**Forecasting five atomization-energy misses of water in cc-pVQZ**

The table holds the computed less measured atomization energy of H₂O (kJ/mol) for 21 wave-function methods and functionals, from Ansatz 0.2.0 in cc-pVQZ with frozen core, no relativity and the MP2 shape, together with rough wall times. The program forecasts five withheld rows from the other sixteen: RHF and PBE0 from a rough recalled left-right correlation S of 131 kJ/mol, RCCSD(T) from BCCD(T), RCCSDT(Q) from a geometric ladder and a cancellation rule, and B3LYP from the mean and scatter of six functionals. All five computed values fall inside the judged bars, with RHF the poorest at 28.8 kJ/mol below its forecast. The revealed rows give S as 160 from CASSCF − RHF, of which about 17 comes from the oxygen atom, but 120 from 4(PBE − PBE0), and they show the coupled-cluster ladder flattening near −12 kJ/mol.

Atomization energy of water (H2O, neutral singlet) computed with Ansatz 0.2.0 at the levels listed, in the cc-pVQZ basis and at the MP2(full)/6-31G* geometry. The oxygen 1s core is frozen in the correlation treatments, and relativity is neglected.

## Script

```python
# Table: H2O atomization energy, computed less measured (kJ/mol), Ansatz 0.2.0, cc-pVQZ,
# frozen core, no relativity, MP2 shape; wave-function methods and functionals; rough times.
# Tested: forecasts of five withheld rows from the known rows plus one rough recalled size.
T = {
    'row_level': ['RHF', 'RMP2', 'CISD', 'RCCSD', 'RCCSD(T)', 'BCCD(T)', 'RCCSDT', 'RCCSDT(Q)', 'CASSCF valence', 'NEVPT2 valence', 'MRCISD valence', 'MRCISD+Q valence', 'PBE', 'revPBE', 'r2SCAN', 'B97M-V', 'PBE0', 'B3LYP', 'wB97M-V', 'B2PLYP', 'RPA-PBE'],
    'row_miss': [-325.7, 5.2, -49.6, -26.1, -11.8, -11.5, -12.6, -11.7, -165.6, -15.9, -26.5, -15.8, 3.3, -24.2, -14.8, -20.7, -26.7, -10.5, -6.4, -11.6, -48.1],  # kJ/mol
    'cost': [0.5, None, 9, None, 2, 3, None, 6, None, 2, None, 4, 0.4, 0.4, 0.8, 1, 0.5, 0.5, 1, 1, 1],  # s
}
HELD = [0, 4, 7, 16, 17]  # rows withheld from the fit
import numpy as np
from scipy.constants import physical_constants as pc, N_A
Eh = pc['Hartree energy'][0] * N_A / 1e3
L, M, C = T['row_level'], T['row_miss'], T['cost']
K = {L[i]: M[i] for i in range(len(L)) if i not in HELD}
A = dict(zip(L, M))
De = 973.1  # measured value, from the notes of the series
y, z = 0.76, 0.07 + 0.53  # geometry of the same runs, angstrom
print(f"shape: O-H {np.hypot(y, z):.2f} A, angle {2*np.degrees(np.arctan2(y, z)):.0f} deg")
print("energies in kJ/mol; rounding 0.05 per entry, 0.1 per difference")
print("known rows: miss, % of measured, less RCCSDT, rough time")
for i in range(len(L)):
    if i not in HELD:
        t = "no time" if not isinstance(C[i], (int, float)) else f"{C[i]:g} s"
        print(f"  {L[i]:17s}{M[i]:7.1f} {100*M[i]/De:6.1f}% {M[i]-K['RCCSDT']:7.1f}  {t}")
d = lambda a, b, D=K: D[a] - D[b]
print(f"RCCSDT-RCCSD {d('RCCSDT','RCCSD'):.1f}; BCCD(T)-RCCSDT {d('BCCD(T)','RCCSDT'):.1f}; RCCSD-CISD {d('RCCSD','CISD'):.1f}")
print(f"NEVPT2-CASSCF {d('NEVPT2 valence','CASSCF valence'):.1f}; MRCISD-CISD {d('MRCISD valence','CISD'):.1f}; "
      f"+Q step {d('MRCISD+Q valence','MRCISD valence'):.1f}; PBE-revPBE {d('PBE','revPBE'):.1f}")
assert K['CASSCF valence'] < K['CISD'] < K['RCCSD'] < K['RCCSDT'] < 0
assert K['MRCISD+Q valence'] > K['MRCISD valence']
assert abs(d('BCCD(T)', 'RCCSDT')) < 0.2 * d('RCCSDT', 'RCCSD')
assert K['PBE'] > 0 > K['revPBE']
S = 2 * 0.025 * Eh  # rough recalled left-right correlation, 0.025 hartree per O-H bond
P = {'RHF': (K['CASSCF valence'] - S, 0.25 * S)}
P['RCCSD(T)'] = (K['BCCD(T)'], abs(d('BCCD(T)', 'RCCSDT')))
dbl, trp = K['RCCSD'] - P['RHF'][0], d('RCCSDT', 'RCCSD')
geo, can = K['RCCSDT'] + trp * trp / dbl, K['BCCD(T)']
mid = 0.5 * (geo + can)
P['RCCSDT(Q)'] = (mid, mid - K['RCCSDT'])
P['PBE0'] = (K['PBE'] - S / 4, S / 12)
F = np.array([K[k] for k in ['PBE', 'revPBE', 'r2SCAN', 'B97M-V', 'wB97M-V', 'B2PLYP']])
P['B3LYP'] = (F.mean(), F.std(ddof=1))
print(f"left-right size S (rough, recalled) {S:.0f}; S/4 {S/4:.1f}")
print(f"ladder: doubles step {dbl:.0f}, triples step {trp:.1f}, ratio {trp/dbl:.3f}, next step {trp*trp/dbl:.2f}")
print(f"RCCSDT(Q) estimates: geometric {geo:.1f}, cancellation {can:.1f}")
print(f"six functionals: mean {F.mean():.1f}, scatter {F.std(ddof=1):.1f}; RPA-PBE lies {K['RPA-PBE']-F.mean():.1f} from mean")
print("withheld rows: forecast +- bar | computed | computed less forecast | in bars")
for i in HELD:
    p, b = P[L[i]]
    e = M[i] - p
    print(f"  {L[i]:10s}{p:7.1f} +-{b:5.1f} |{M[i]:7.1f} |{e:6.1f} |{e/b:5.2f} {'inside' if abs(e) <= b else 'outside'}")
print("after the reveal:")
print(f"CASSCF-RHF {d('CASSCF valence','RHF',A):.1f}; 4*(PBE-PBE0) {4*d('PBE','PBE0',A):.1f}; assumed S {S:.0f}")
print(f"PBE0-PBE {d('PBE0','PBE',A):.1f}; B3LYP-PBE0 {d('B3LYP','PBE0',A):.1f}; B3LYP-B2PLYP {d('B3LYP','B2PLYP',A):.1f}")
D2, Q = d('RCCSD', 'RHF', A), d('RCCSDT(Q)', 'RCCSDT', A)
print(f"steps: doubles {D2:.1f}, (T) {d('RCCSD(T)','RCCSD',A):.1f}, T less (T) {d('RCCSDT','RCCSD(T)',A):.1f}, (Q) {Q:.1f}")
print(f"ratios: triples/doubles {trp/D2:.3f}, (Q)/triples {Q/trp:.3f}; geometric (Q) with computed RHF {trp*trp/D2:.2f}")
print(f"RCCSDT(Q)-RCCSD(T) {d('RCCSDT(Q)','RCCSD(T)',A):.1f}; RCCSD(T)-BCCD(T) {d('RCCSD(T)','BCCD(T)',A):.1f}")
print(f"RHF miss {100*A['RHF']/De:.1f}% and RCCSDT(Q) miss {100*A['RCCSDT(Q)']/De:.1f}% of measured")
print("less RCCSDT(Q): " + ", ".join(f"{k.split()[0]} {d(k,'RCCSDT(Q)',A):.1f}"
      for k in ['RMP2', 'RCCSD', 'NEVPT2 valence', 'MRCISD+Q valence']))
o = sorted(A, key=lambda k: abs(A[k]))
print("smallest misses: " + ", ".join(f"{k} {A[k]:.1f}" for k in o[:4]))
print("largest misses: " + ", ".join(f"{k} {A[k]:.1f}" for k in o[:-5:-1]))
```

It prints:

```
shape: O-H 0.97 A, angle 103 deg
energies in kJ/mol; rounding 0.05 per entry, 0.1 per difference
known rows: miss, % of measured, less RCCSDT, rough time
  RMP2                 5.2    0.5%    17.8  no time
  CISD               -49.6   -5.1%   -37.0  9 s
  RCCSD              -26.1   -2.7%   -13.5  no time
  BCCD(T)            -11.5   -1.2%     1.1  3 s
  RCCSDT             -12.6   -1.3%     0.0  no time
  CASSCF valence    -165.6  -17.0%  -153.0  no time
  NEVPT2 valence     -15.9   -1.6%    -3.3  2 s
  MRCISD valence     -26.5   -2.7%   -13.9  no time
  MRCISD+Q valence   -15.8   -1.6%    -3.2  4 s
  PBE                  3.3    0.3%    15.9  0.4 s
  revPBE             -24.2   -2.5%   -11.6  0.4 s
  r2SCAN             -14.8   -1.5%    -2.2  0.8 s
  B97M-V             -20.7   -2.1%    -8.1  1 s
  wB97M-V             -6.4   -0.7%     6.2  1 s
  B2PLYP             -11.6   -1.2%     1.0  1 s
  RPA-PBE            -48.1   -4.9%   -35.5  1 s
RCCSDT-RCCSD 13.5; BCCD(T)-RCCSDT 1.1; RCCSD-CISD 23.5
NEVPT2-CASSCF 149.7; MRCISD-CISD 23.1; +Q step 10.7; PBE-revPBE 27.5
left-right size S (rough, recalled) 131; S/4 32.8
ladder: doubles step 271, triples step 13.5, ratio 0.050, next step 0.67
RCCSDT(Q) estimates: geometric -11.9, cancellation -11.5
six functionals: mean -12.4, scatter 10.0; RPA-PBE lies -35.7 from mean
withheld rows: forecast +- bar | computed | computed less forecast | in bars
  RHF        -296.9 +- 32.8 | -325.7 | -28.8 |-0.88 inside
  RCCSD(T)    -11.5 +-  1.1 |  -11.8 |  -0.3 |-0.27 inside
  RCCSDT(Q)   -11.7 +-  0.9 |  -11.7 |   0.0 | 0.02 inside
  PBE0        -29.5 +- 10.9 |  -26.7 |   2.8 | 0.26 inside
  B3LYP       -12.4 +- 10.0 |  -10.5 |   1.9 | 0.19 inside
after the reveal:
CASSCF-RHF 160.1; 4*(PBE-PBE0) 120.0; assumed S 131
PBE0-PBE -30.0; B3LYP-PBE0 16.2; B3LYP-B2PLYP 1.1
steps: doubles 299.6, (T) 14.3, T less (T) -0.8, (Q) 0.9
ratios: triples/doubles 0.045, (Q)/triples 0.067; geometric (Q) with computed RHF 0.61
RCCSDT(Q)-RCCSD(T) 0.1; RCCSD(T)-BCCD(T) -0.3
RHF miss -33.5% and RCCSDT(Q) miss -1.2% of measured
less RCCSDT(Q): RMP2 16.9, RCCSD -14.4, NEVPT2 -4.2, MRCISD+Q -4.1
smallest misses: PBE 3.3, RMP2 5.2, wB97M-V -6.4, B3LYP -10.5
largest misses: RHF -325.7, CASSCF valence -165.6, CISD -49.6, RPA-PBE -48.1
```
